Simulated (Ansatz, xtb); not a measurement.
**GeH4NO: which of two isomers lies lower**

Structure X: `[NH2][GeH][OH]`, a doublet. Structure Y: `[NH][GeH2][OH]`, a doublet. Both are isolated molecules in the gas phase, relaxed with B3LYP-D3(BJ)/def2-SVP; the shapes shown needn't be the lowest conformers.

X (Å):

```yaml
atoms:
  - { symbol: Ge, position_ang: [-0.5105, -0.9243, 0.4942] }
  - { symbol: N, position_ang: [-1.4829, 0.5741, -0.0399] }
  - { symbol: O, position_ang: [1.2188, -0.5773, 0.1160] }
  - { symbol: H, position_ang: [1.6534, -0.0541, 0.8022] }
  - { symbol: H, position_ang: [-0.9053, -2.0438, -0.5257] }
  - { symbol: H, position_ang: [-1.1955, 1.4630, 0.3698] }
  - { symbol: H, position_ang: [-2.4952, 0.4856, 0.0559] }
```

Y (Å):

```yaml
atoms:
  - { symbol: Ge, position_ang: [-1.3717, -1.9314, -0.1651] }
  - { symbol: N, position_ang: [-2.2040, -0.2597, -0.2521] }
  - { symbol: O, position_ang: [-1.8082, -2.8073, -1.6535] }
  - { symbol: H, position_ang: [-1.8135, 0.3623, 0.4758] }
  - { symbol: H, position_ang: [0.1673, -1.8742, -0.1802] }
  - { symbol: H, position_ang: [-1.9183, -2.6535, 1.0928] }
  - { symbol: H, position_ang: [-2.7309, -2.6603, -1.9026] }
```

Quicker runs give these differences E(Y) − E(X): GFN2-xTB +161.1 kJ/mol; HF/STO-3G −48.6 kJ/mol (at GFN2-xTB geometries); r2SCAN-D4/def2-SVP +119.6 kJ/mol (at GFN2-xTB geometries).

Question: Which of the two would you expect CCSD(T)/def2-SVP + ΔMP2/def2-TZVPP electronic energies to favour?

Answer: Structure X; the calculation gives E(Y) − E(X) = +109.4 kJ/mol.

The same difference at several levels:

| level | geometry | E(Y) − E(X) (kJ/mol) | departure from the last row (kJ/mol) | job, with rough time for the two |
| --- | --- | --- | --- | --- |
| GFN2-xTB | GFN2-xTB | +161.1 | +51.7 | optimisation, 0.16 s |
| HF/STO-3G | GFN2-xTB | −48.6 | −158.0 | single point, 0.42 s |
| r2SCAN-D4/def2-SVP | GFN2-xTB | +119.6 | +10.2 | single point, 3.6 s |
| B3LYP-D3(BJ)/def2-SVP | B3LYP-D3(BJ)/def2-SVP | +115.9 | +6.5 | optimisation, 88 s |
| HF/def2-SVP | B3LYP-D3(BJ)/def2-SVP | +55.2 | −54.1 | part of the CCSD(T) run |
| MP2/def2-SVP | B3LYP-D3(BJ)/def2-SVP | +119.1 | +9.7 | part of the CCSD(T) run |
| CCSD(T)/def2-SVP | B3LYP-D3(BJ)/def2-SVP | +102.2 | −7.2 | single point |
| CCSD(T)/def2-SVP + ΔMP2/def2-TZVPP | B3LYP-D3(BJ)/def2-SVP | +109.4 |  | single point, 36 s |

As drawn, Y has 1 Ge–H in place of 1 N–H.

HF/STO-3G puts the two in the other order. The largest departure from CCSD(T)/def2-SVP + ΔMP2/def2-TZVPP is that of HF/STO-3G, 158.0 kJ/mol. The last row adds to CCSD(T) the change of the MP2 difference between the two basis sets, here +7.2 kJ/mol.

With harmonic frequencies from B3LYP-D3(BJ)/def2-SVP (ideal gas, rigid rotor, one conformer each, 298.15 K, 1 atm): the zero-point term adds −11.4 kJ/mol; ΔH is +97.7 and ΔG +98.9 kJ/mol.

Open shells are spin-unrestricted. The correlated steps freeze 11 core orbitals; the filled d shell of Ge is correlated, in a basis made for valence electrons. Run with Ansatz 0.2.0, xtb 6.7.1; the last row on 1 thread of Intel(R) Xeon(R) 6975P-C (Granite Rapids) on a shared host.

Structure X is favoured at every level except HF/STO-3G, and the preference survives the thermal terms, with ΔG at +98.9 kJ/mol. The main reason is the exchange of a strong N–H bond for a weaker Ge–H bond. X is formally a germanium-centred radical with a closed valence shell on nitrogen, whereas Y is an aminyl radical, with the unpaired electron on the more electronegative atom.

Hartree–Fock in the larger basis has the right sign but only about half the gap. This suggests that correlation favours X because it has one more electron pair in nitrogen's compact valence shell. The reversed order with STO-3G probably reflects the inability of a minimal basis to describe polar bonds and electron-rich nitrogen. The zero-point term narrows the gap, as expected when a stiff N–H stretch is replaced by a softer Ge–H stretch.

The energies establish a thermodynamic preference between these two isomers, but say nothing about the barrier to hydrogen migration from germanium to nitrogen.
